Q: I'm looking at the electrostatic potential across a single layer of PbO. Which sizes are worth remembering?

A: In the smoothed potential plotted here, the energy of an electron rises by about ten electronvolts from the lowest row, beside the lead plane, to the vacuum. Nearly nine tenths of that rise takes place within little more than one ångström. Beyond it, what is left of the climb shrinks roughly tenfold per ångström. In that tail, a tenth of an electron per cell is enough to change the potential by about half an electronvolt over half an ångström.

Ansatz 0.2.0, PBE+D3(BJ), scalar-relativistic PAW: single PbO layer, cell and atoms relaxed without spin polarisation (420 eV cutoff, 6×6×1 k mesh, Gaussian smearing of 0.02 eV, isolated boundary across the layer). The potential energy is the smooth electrostatic part, averaged over planes parallel to the layer and counted from the valence band top.

```csv
height (Å),potential energy of an electron from the Fermi level (valence top where gapped) (eV)
9.39,4.570
9.96,4.570
10.53,4.570
11.10,4.560
11.67,4.510
12.24,4.310
12.81,3.490
13.38,-0.590
13.95,-5.060
14.52,-4.470
15.09,-4.620
15.66,-4.620
16.23,-4.470
16.80,-5.060
17.37,-0.590
17.94,3.490
18.51,4.310
19.08,4.510
19.64,4.560
20.21,4.570
20.78,4.570
21.35,4.570
```

Q: What does the flat value at both ends tell me?

A: It is the energy needed to lift an electron from the valence top to rest in the vacuum, about 4.57 eV. The layer has a gap, so this is its ionisation energy and not the work function of a metal. It belongs to one free layer, not to the surface of a thick crystal, and the four-atom cell leaves no room for a rearrangement with a longer period. PBE usually puts such energies too low, and spin-orbit coupling, which matters for lead, could shift the valence top as well.

Q: Why are the two ends at the same height? Each face has lead outside and oxygen further in, which looks like a dipole.

A: Each half does have a dipole, but the two point in opposite directions and cancel. Reflection in the oxygen plane, followed by a sideways shift, maps the layer onto itself. An average over the plane doesn't notice the shift, so the two halves of the profile must agree. One half therefore holds all the information, and I'll use the one at small heights, where going outward means going down the scale.

Q: Then let me try a simple ionic picture: sheets of Pb²⁺ outside and a sheet of O²⁻ in the middle. Does it give this curve?

A: No, and it fails in an instructive way. Flat sheets with no total charge and no total dipole produce no field outside the outermost sheet, so the potential would be level right up to the lead plane. In the middle, the negative oxygen sheet would repel an electron and raise a hill of some tens of electronvolts. The table has a well instead, and most of its wall stands outside the lead plane. Before relaxation that plane lay 0.22 Å inside the row at 13.95 Å. Its relaxed height isn't listed here, but more than half of the rise comes further out than the row at 13.38 Å, and lead would have had to move outward by about 0.8 Å to reach that row.

Q: So what builds the wall?

A: The electrons are spread out, while the positive charge sits in compact cores. Picture one positive sheet with an equal amount of electronic charge smeared over both sides of it. An electron inside the smear has more positive than negative charge behind it, on the side of the sheet, and is pulled inward. It must do work to leave, so the sheet lies at the bottom of a well. In PbO the charge passed from lead to oxygen works the other way, as the ionic picture showed, but the well in the profile tells you that the spread wins.

Q: Can you turn that into something I can calculate?

A: Let $U$ be the potential energy in the table, $x$ the distance outward and $\sigma(x)$ the number of electrons per area beyond $x$. Outside the cores only electrons remain. Because the whole layer is neutral, the part behind $x$ carries an equal positive charge. Gauss's law then gives

$$\frac{dU}{dx}=4\pi e^2\,\sigma(x).$$

The slope at any height in the tail thus counts the electrons still further out. When none are left, the slope vanishes and the curve becomes flat.

Q: How many are there, say, between the rows at 12.81 and 12.24 Å?

A: The potential rises there by $4.31-3.49=0.82$ eV over 0.57 Å. With $e^2\approx14$ eV Å and the relaxed square cell, whose edge is 4.012 Å, the number per cell is

$$N\approx\frac{(4.012\ \text{Å})^2\times0.82\ \text{eV}}{4\pi\times14\ \text{eV Å}\times0.57\ \text{Å}}\approx0.13.$$

This is the average number of electrons beyond a point in that interval, on one side of the layer. The analysis printed below uses the edge before relaxation, 4.034 Å, which raises its counts by about 1%. The calculation treats 40 electrons per cell, so a very small fraction of them shapes the whole visible tail.

Q: Why does the tail die out so quickly?

A: Because the electron density does. An electron bound by an energy $I$ has a wave function that decays exponentially in the vacuum, and its density decays at twice that rate:

$$\gamma=\frac{2\sqrt{2mI}}{\hbar},$$

where $m$ is the electron mass. If the density falls as $e^{-\gamma x}$, so does the number of electrons beyond $x$. Integrating the slope once more shows that the shortfall of $U$ from its vacuum value falls at the same rate.

A neutral hydrogen atom is the simpler relative. Outside its cloud the nucleus is screened, and the electrostatic potential fades essentially as fast as the density. The likeness ends with the shape and the number of states: the atom is a sphere with one occupied orbital, whereas the layer is flat and has many occupied states with different decay rates.

Q: Does the valence top give the right rate, then?

A: Nearly. The ionisation energy alone gives a rate of about 2.2 per ångström. The two rows we have just used give about 2.5, and rounding in the table can't close that gap. Started at 12.81 Å, the slower rate leaves a shortfall at 11.67 Å that is some 40% larger than the calculated one.

Theory offers a reason. On the k mesh used, the valence top has no momentum along the layer, so its energy sets the slowest decay possible, which can win only far from the layer. Closer in, more deeply bound states still contribute, and so do states with momentum along the layer; both decay faster. The attraction still felt close to the layer has the opposite effect and slows the decay. It comes from the last of the electrostatic well and from exchange and correlation, which the plotted curve leaves out. I think the mixture outweighs it here, but a profile summed over all states can't test that.

Q: And is a single faster rate good enough?

A: For the tail as far as the table resolves it, yes. I took the rate from the rows at 12.81 and 12.24 Å and used it to predict the next three rows outward, which had no part in setting it. All three agree to the last printed digit. Only the first is a sharp test, since the other two are already so close to the vacuum value that a somewhat different rate would change them little. The analysis printed below compares both rates.

One caution remains: the run warns that its exchange-correlation potential is rough where the density is thin. The plotted curve leaves that potential out, but the electrons in the tail feel it, so the fitted rate may carry some of that roughness.

Q: What happens if I follow the exponential inward?

A: It breaks down at the next row. At 13.38 Å it predicts 0.11 eV, while the table has −0.59 eV. That height already cuts through the lead atoms, and the table lies below the prediction. So there is more electronic charge further out than a single exponential allows: on the way in, the density climbs faster than the tail suggests.

Q: Inside the layer the curve goes down, up and down again. Is that noise?

A: No, it follows the layers of charge. Where positive charge prevails, the curve bends upward like a bowl; where electrons prevail, it bends downward like a dome. To find the bend at a row, add its two neighbours and subtract twice the row itself. The result is +5.06 eV at 13.95 Å, beside the lead plane, and −0.74 eV at 14.52 Å.

So the deepest of the listed rows sit next to the lead cores, and the hump just inside them marks a zone where electrons outweigh positive charge. The dip in the middle belongs to the oxygen plane, whose cores again bring positive charge. The same sequence then runs in reverse to the other face.

The middle dip looks shallow only because the table steps over it: the rows at 15.09 and 15.66 Å lie on either side of the oxygen plane, each almost 0.3 Å away. In the full profile the curve plunges between them, and its deepest point is at the oxygen plane, not near lead.

Q: May I read the depths as the real depths at lead and oxygen?

A: No. Near the nuclei this is a smooth potential, in which the PAW method replaces the sharp core region by a softer one. The order of dips and humps reflects that smooth charge, and the depths depend on how it was constructed. The rows are also too far apart to fix the position or the depth of a minimum, as the dip at the oxygen plane shows.

Q: Suppose I want the barrier for an electron leaving the layer. Can I take this curve?

A: Take the vacuum level from it, but not the shape of the barrier. Exchange and correlation are left out of the plotted potential, although they also bind the electron. The height at which the curve crosses zero is therefore not where an electron at the valence top turns back. A real electron outside would also feel the attraction of the charge it induces in the layer, which fades much more slowly than this tail.

Q: How would I sketch the curve for another neutral layer with two equal faces?

A: Place the wall just outside the outermost atoms and let it run into a flat vacuum level on each side. For the length of the tail, start from the ionisation energy, provided that the valence top has no momentum along the layer, as here. The slowest possible rate then grows as the square root of this energy, so at twice the ionisation energy the longest possible tail is about 30% shorter. Nearer the atoms the decay can be faster, as it is in PbO.

The analysis program printed:

```
rise from lowest row to vacuum level (eV): 9.633
part of this rise between 13.95 and 12.81 angstrom (percent): 88.76
shortfall from vacuum level at 12.81 angstrom (eV): 1.083
shortfall from vacuum level at 12.24 angstrom (eV): 0.2628
shortfall from vacuum level at 11.67 angstrom (eV): 0.06281
slowest decay rate from the valence top (1/angstrom): 2.191
decay rate from rows 12.81 and 12.24 (1/angstrom): 2.486
lowest such rate that rounding allows (1/angstrom): 2.445
binding energy that would give this rate (eV): 5.887
potential at 10.53 11.10 11.67 by the valence top rate started at 12.81 (eV): 4.565, 4.547, 4.484
potential at 10.53 11.10 11.67 by the faster rate (eV): 4.569, 4.557, 4.509
potential at 13.38 if the faster tail went on inward (eV): 0.1115
electrons per cell beyond about 12.5 angstrom on one side: 0.1295
electrons per cell beyond about 12.0 angstrom on one side: 0.03158
distance outside the Pb plane of rows 13.95 and 14.52 (angstrom): 0.224, -0.346
bend at 12.81 as second difference (eV): -3.26
bend at 13.95 as second difference (eV): 5.06
bend at 14.52 as second difference (eV): -0.74
rough central hill of formal charge sheets (eV): 26.67
```
